## Capillary limits on floating-zone length

A floating zone is a liquid bridge held by surface tension $\gamma$ between a feed rod above and the growing crystal below. Take both rods of radius $R$, with the contact lines pinned a height $L$ apart. The melt has density $\rho$ and is at rest, $\gamma$ is uniform, and $z$ points up. The surface $r(z)$ obeys the Young–Laplace equation

$$\gamma\left[\frac{1}{r(1+r'^2)^{1/2}}-\frac{r''}{(1+r'^2)^{3/2}}\right]=p_0-\rho g z ,$$

where the right side is the pressure excess of the melt. The capillary length is $l_c=\sqrt{\gamma/\rho g}$ and the Bond number is $\mathrm{Bo}=R^2/l_c^2$. In steady growth the surface leaves the crystal edge tilted outward from the vertical by a material-dependent growth angle $\phi_0$, and this condition selects the melt volume.

### Thin rods

At $\mathrm{Bo}=0$ and $\phi_0=0$ the zone is a cylinder. Put $r=R+\eta(z)$ with $\eta(0)=\eta(L)=0$. Fixed volume requires $\int\eta\,dz=-\int\eta^2dz/2R$, so the area changes at second order by

$$\delta A=\pi R\int_0^L\left(\eta'^2-\eta^2/R^2\right)dz .$$

The normal modes solve $\eta''+q^2\eta=\text{const}$ with zero mean. The lowest mode odd about the mid-plane is $\sin(2\pi z/L)$, with $qL=2\pi$. The lowest even mode satisfies $\tan(qL/2)=qL/2$, so $qL=8.99$. A factor $\cos n\varphi$ in the azimuth replaces $-1/R^2$ by $(n^2-1)/R^2$, which is not negative for $n\ge1$. Stability therefore requires $qR>1$ for the odd mode, or

$$L<2\pi R .$$

This Plateau–Rayleigh limit is very sensitive to gravity, which drives the same odd mode. Measure lengths in $R$ and $z$ from the mid-plane, write $L=2\pi(1-\epsilon)$, and let the volume be $1+2c$ times that of the cylinder. To leading order $\eta=-b\sin z+c(1+\cos z)-\tfrac12 b^2\sin^2z$. Expanding the equation above, $\eta''+\eta=\mathrm{Bo}\,z+\text{const}+N$, where $N$ collects the nonlinear terms. The projection of $N$ on $\sin z$ over $(-\pi,\pi)$ is $-2\pi bc+\tfrac32\pi b^3$, and its projection on $\cos z$ is $2\pi c^2$. Integrating the left side by parts, with the pinned ends displaced by $\pi\epsilon$ from $\pm\pi$, gives

$$\mathrm{Bo}=(\epsilon+c)\,b-\tfrac34 b^3,\qquad \eta'_{\rm bottom}=b+\pi c(\epsilon+c).$$

At cylindrical volume ($c=0$) solutions exist up to $\mathrm{Bo}=\tfrac49\epsilon^{3/2}$. A growing zone with $\phi_0=0$ must instead have $\eta'_{\rm bottom}=0$. Then $b$ is of order $\epsilon^2$, the cubic term drops out, and $\mathrm{Bo}=-\pi c(\epsilon+c)^2$. This is largest at $c=-\epsilon/3$, so

$$L_{\max}=2\pi R\left[1-3\left(\frac{\mathrm{Bo}}{4\pi}\right)^{1/3}\right]\qquad(\mathrm{Bo}\to0,\ \phi_0=0).$$

A loss of 10 % occurs at $\mathrm{Bo}\approx0.014$ for cylindrical volume, and already at $\mathrm{Bo}\approx5\times10^{-4}$, or $R_{10}=0.022\,l_c$, for the growing zone. A positive $\phi_0$ works the other way, because at $\mathrm{Bo}=0$ it demands $c>0$, and the odd mode stays stable while $\epsilon+c>0$.

### Thick rods

For $R\gg l_c$ the azimuthal curvature is nearly constant or negligible. Let $\phi$ be the outward tilt, $r'=\tan\phi$, measure lengths in $l_c$ and $z$ from the crystal edge. The meridional term is $-d(\sin\phi)/dz$, and one integration gives

$$\sin\phi=\sin\phi_0-Pz+\tfrac12z^2,\qquad \int_0^L\tan\phi\,dz=0,$$

where $P$ is the reduced pressure at the crystal edge and the second condition expresses equal radii. The energy per unit circumference, $\int[\sqrt{1+r'^2}-(P-z)r]\,dz$, is convex in $r$, so every single-valued profile is stable and the limit is one of existence. Long zones neck in and flare out again to the feed edge, so $\phi(L)>0$. Differentiating the condition gives $dL/dP=\int_0^L z\sec^3\phi\,dz/\tan\phi(L)>0$, and the zone lengthens as $\phi(L)$ grows. For a flat melting interface the family ends at $\phi(L)=90^\circ$, where the surface lies along the feed face and the melt detaches from the edge. The substitution $z-P=2k\cos\theta$ with $4k^2=P^2+2-2\sin\phi_0$ turns the condition into

$$\int_0^{\theta_1}\frac{1-2k^2\sin^2\theta}{\sqrt{1-k^2\sin^2\theta}}\,d\theta=0,\qquad \theta_1=\pi-\arcsin\sqrt{\frac{1-\sin\phi_0}{2k^2}},$$

and $L_{\max}=2k+P$. For $\phi_0=0$ the root is $k^2=0.731$, and

$$L_{\max}=2.67\sqrt{\gamma/\rho g},$$

independent of $R$. The coefficient depends on the end conditions. A growth angle of about $11^\circ$, typical of silicon, raises it to 2.86. A feed interface that bulges into the melt and stops the family at $\phi(L)=60^\circ$ lowers it to 2.36 at $\phi_0=0$. The coefficient 2.84 quoted under Heywang's name is 6 % above 2.67, a shift within this spread. The neglected term $\cos\phi/r$ varies by about $1/R$ along the limiting profile, while the hydrostatic term varies by $L/l_c^2$. Their ratio $l_c/2.67R$ measures the quality of the limit.

### Five melts compared

The inputs are approximate values near the melting point, with $g=9.81$ m s$^{-2}$. All rows use the coefficient 2.67. The Bond number is for $R=3$ mm, a typical image-furnace rod, for which $2\pi R=19$ mm.

| Melt | $\gamma$ (N/m) | $\rho$ (g/cm$^3$) | $l_c$ (mm) | $2.67\,l_c$ (mm) | $R_{10}$ (mm) | Bo at 3 mm |
|---|---|---|---|---|---|---|
| Si | 0.78 | 2.57 | 5.6 | 15 | 0.12 | 0.29 |
| Al$_2$O$_3$ | 0.65 | 3.0 | 4.7 | 13 | 0.10 | 0.41 |
| W | 2.4 | 16.7 | 3.8 | 10 | 0.083 | 0.61 |
| TiO$_2$ | 0.38 | 3.2 | 3.5 | 9.3 | 0.075 | 0.74 |
| Ge | 0.59 | 5.5 | 3.3 | 8.8 | 0.071 | 0.82 |

The material enters only through $\gamma/\rho$, and under a square root. Across the table $\gamma$ spans a factor 6.3 and $\rho$ a factor 6.5, yet $l_c$ spans only 1.7. Tungsten has the largest value of both inputs and lands in the middle. Silicon leads because its melt combines a low density with a fairly high surface tension. It exceeds germanium by a factor 1.3 in $\gamma$ and is lighter by a factor 2.1, so density accounts for most of the gap. The two oxides have similar densities, and TiO$_2$ falls to 0.74 of the alumina length mainly because its $\gamma$ is 0.58 times as large. The square root also halves relative input uncertainties, so 10 % in $\gamma$ becomes 5 % in $L_{\max}$.

The two asymptotes cross at $R=0.425\,l_c$, or $\mathrm{Bo}=0.18$. There the thin-rod formula would give $\epsilon=0.73$, far outside its range. Every Bond number in the table is larger still, so $2\pi R$ describes only fibres thinner than $R_{10}$ or growth in reduced gravity. On the thick side the height stops growing with $R$ while the depth to be melted keeps growing. For silicon of 200 mm diameter the model gives $l_c/2.67R=0.02$, so the planar limit is good, but $L_{\max}/2R=0.074$. Such a flat zone is hard to melt through from the side. Industrial practice uses the needle-eye geometry, with a narrow neck inside an induction coil whose field also presses on the melt. The equal-radius model omits both features.

### Rutile in an image furnace

Lamp heating exerts no appreciable force on the melt, so capillarity alone carries it. Rotation at an illustrative 30 rpm gives a Weber number $\rho\Omega^2R^3/\gamma=0.002$ at $R=3$ mm, negligible beside $\mathrm{Bo}=0.74$. The density must be that of the melt. The measured lattice constants $a=4.59308$ Å and $c=2.95889$ Å at 295 K (compiled values, Burdett 1987) give a cell volume $a^2c=62.42$ Å$^3$. With two formula units of 79.87 g/mol the solid density is 4.25 g/cm$^3$, and using it would shorten the limit by 13 %, to 8.1 mm.

Light arrives from the side, and melting through the rod typically needs a zone about as tall as the diameter. The model's $2.67\,l_c=9.3$ mm then points to diameters of the order of a centimetre at most for rutile, against 15 mm for silicon on the same criterion. For a rod of 6 mm diameter the ratio $l_c/2.67R$ is 0.43, so the azimuthal curvature rivals the hydrostatic term, and a reliable limit needs numerical integration of the full equation with the actual growth angle and interface shape. Working zones for such rods are typically about 6 mm tall. The model's 9.3 mm lies above that by a factor of about 1.5 and serves as a scale for the ceiling rather than as an operating length.